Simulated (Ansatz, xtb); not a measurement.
**Relative energy of two isomers of CH7FOSi3**

Structure a: `O=C[SiH2][SiH2][SiH2]F`, a singlet. Structure b: `O=C[SiH2][Si@@H](F)[SiH3]`, a singlet. Both are isolated molecules in the gas phase, relaxed with B3LYP/def2-SVP; each stands in its lowest conformer found.

Quicker runs give these differences E(b) − E(a): GFN2-xTB +6.2 kJ/mol; HF/STO-3G −5.2 kJ/mol (at GFN2-xTB geometries); r2SCAN-D4/def2-SVP +21.2 kJ/mol (at GFN2-xTB geometries).

Task: Which of the two would you expect CCSD(T)/def2-SVP + ΔMP2/def2-TZVPP electronic energies to favour?

Result: Structure a; the calculation gives E(b) − E(a) = +17.9 kJ/mol.

Level by level:

```csv
level,geometry,E(b) − E(a) (kJ/mol),departure from the last row (kJ/mol),"job, with rough time for the two"
GFN2-xTB,GFN2-xTB,+6.2,−11.7,"optimisation, 1.2 s"
HF/STO-3G,GFN2-xTB,−5.2,−23.0,"single point, 0.88 s"
r2SCAN-D4/def2-SVP,GFN2-xTB,+21.2,+3.4,"single point, 5.5 s"
B3LYP/def2-SVP,B3LYP/def2-SVP,+14.7,−3.2,"optimisation, 3.7 min"
HF/def2-SVP,B3LYP/def2-SVP,+16.1,−1.7,part of the CCSD(T) run
MP2/def2-SVP,B3LYP/def2-SVP,+20.0,+2.2,part of the CCSD(T) run
CCSD(T)/def2-SVP,B3LYP/def2-SVP,+18.9,+1.1,single point
CCSD(T)/def2-SVP + ΔMP2/def2-TZVPP,B3LYP/def2-SVP,+17.9,,"single point, 69 s"
```

As drawn, both hold the same kinds of bond in the same numbers.

HF/STO-3G puts the two in the other order. The largest departure from CCSD(T)/def2-SVP + ΔMP2/def2-TZVPP is that of HF/STO-3G, 23.0 kJ/mol. The last row adds to CCSD(T) the change of the MP2 difference between the two basis sets, here −1.1 kJ/mol.

With thermal terms from frequencies at re-optimised GFN2-xTB minima (ideal gas, soft modes damped towards free rotors, one conformer each, 298.15 K, 1 atm): on the last row, ΔE + ΔZPE = +15.8, ΔH = +17.0, ΔG = +13.6 kJ/mol.

The correlated steps freeze 18 core orbitals. Mirror images aren't counted in ΔG. Codes used: Ansatz 0.2.0, xtb 6.7.1; the last row on 2 threads of Intel(R) Xeon(R) Platinum 8259CL CPU @ 2.50GHz (Skylake/Cascade Lake) on a shared host.

Fluorine prefers the terminal silicon to the central one, and the preference survives the thermal terms. Since the bond types match, the difference must come from the surroundings of the Si–F bond and from contacts through space. Fluorine leaves its silicon strongly positive. At the chain end that centre has one silyl neighbour and two hydridic hydrogens; in the middle it has two electropositive silyl neighbours and only one such hydrogen, which probably makes the charge less well stabilised. A carbonyl O···Si–F contact, easier to form with the terminal silicon, could also favour a.

The reversed order with HF/STO-3G is most likely a failure of the minimal basis, which lacks the polarisation functions and flexibility that a polar Si–F bond needs. Missing correlation isn't the main cause, as HF/def2-SVP already gives +16.1 kJ/mol, and r2SCAN-D4 favours a at the same geometries as HF/STO-3G. The energies alone can't separate the substituent effect from an intramolecular contact.
